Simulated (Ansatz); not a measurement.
**From Si to Sn: the vertical ionisation energy**

One atom is swapped for its congeners: Si(SiH3)4; Ge(SiH3)4; Sn(SiH3)4. All are singlets with charge 0.

Shapes, held fixed at every level: PBE0-D4/def2-TZVP. Programs: Ansatz 0.2.0. Values in eV.

```
               level  Si(SiH3)4  Sn(SiH3)4
       HF/def2-TZVPP       9.06       8.54
   PBE-D4/def2-TZVPP       9.28       8.87
r2SCAN-D4/def2-TZVPP       9.41       8.99
 B3LYP-D4/def2-TZVPP       9.58       9.13
  wB97M-V/def2-TZVPP       9.71       9.24
      MP2/def2-TZVPP       9.88       9.34
  CCSD(T)/def2-TZVPP       9.79       9.30
```

**Question.** Estimate the column for Ge(SiH3)4 from its neighbours.

**Answer.** The mean of the neighbours at CCSD(T)/def2-TZVPP is 9.54 eV, against 9.66 from the run: the member lies nearer Si. All rows: HF/def2-TZVPP 8.90; PBE-D4/def2-TZVPP 9.18; r2SCAN-D4/def2-TZVPP 9.31; B3LYP-D4/def2-TZVPP 9.46; wB97M-V/def2-TZVPP 9.55; MP2/def2-TZVPP 9.74; CCSD(T)/def2-TZVPP 9.66 eV. At CCSD(T)/def2-TZVPP the vertical ionisation energy falls at every step, from 9.79 to 9.30 eV. Every level shows the same order. For atoms past krypton def2 sets carry core potentials with scalar relativity. Relativity is left out for Ge unless named. Correlated rows may include outer-core shells of Ge, Sn, which these sets cover unevenly.

Ionisation becomes easier down the group, but unevenly: at every level the step from Ge to Sn is more than the step from Si to Ge. The electron most likely leaves the degenerate set of σ bonds between the central atom and the silyl groups, built from the central valence p shell and silicon orbitals. Germanium follows the filling of the 3d shell, whose incomplete screening keeps its valence shell compact and its bonds to silicon close in character to Si–Si bonds. Tin has a more diffuse valence p shell and longer, weaker-overlapping bonds, so the bonding level rises further. This explains why the neighbour mean, 9.54 eV, falls short of the computed 9.66 eV for Ge. Hartree–Fock gives the lowest value for each molecule, probably because it misses the larger correlation energy of the neutral, yet the trend survives. The vertical values don't settle the size of the adiabatic steps, since a hole in a degenerate set should drive a Jahn–Teller distortion whose relaxation energy may differ among the three cations.
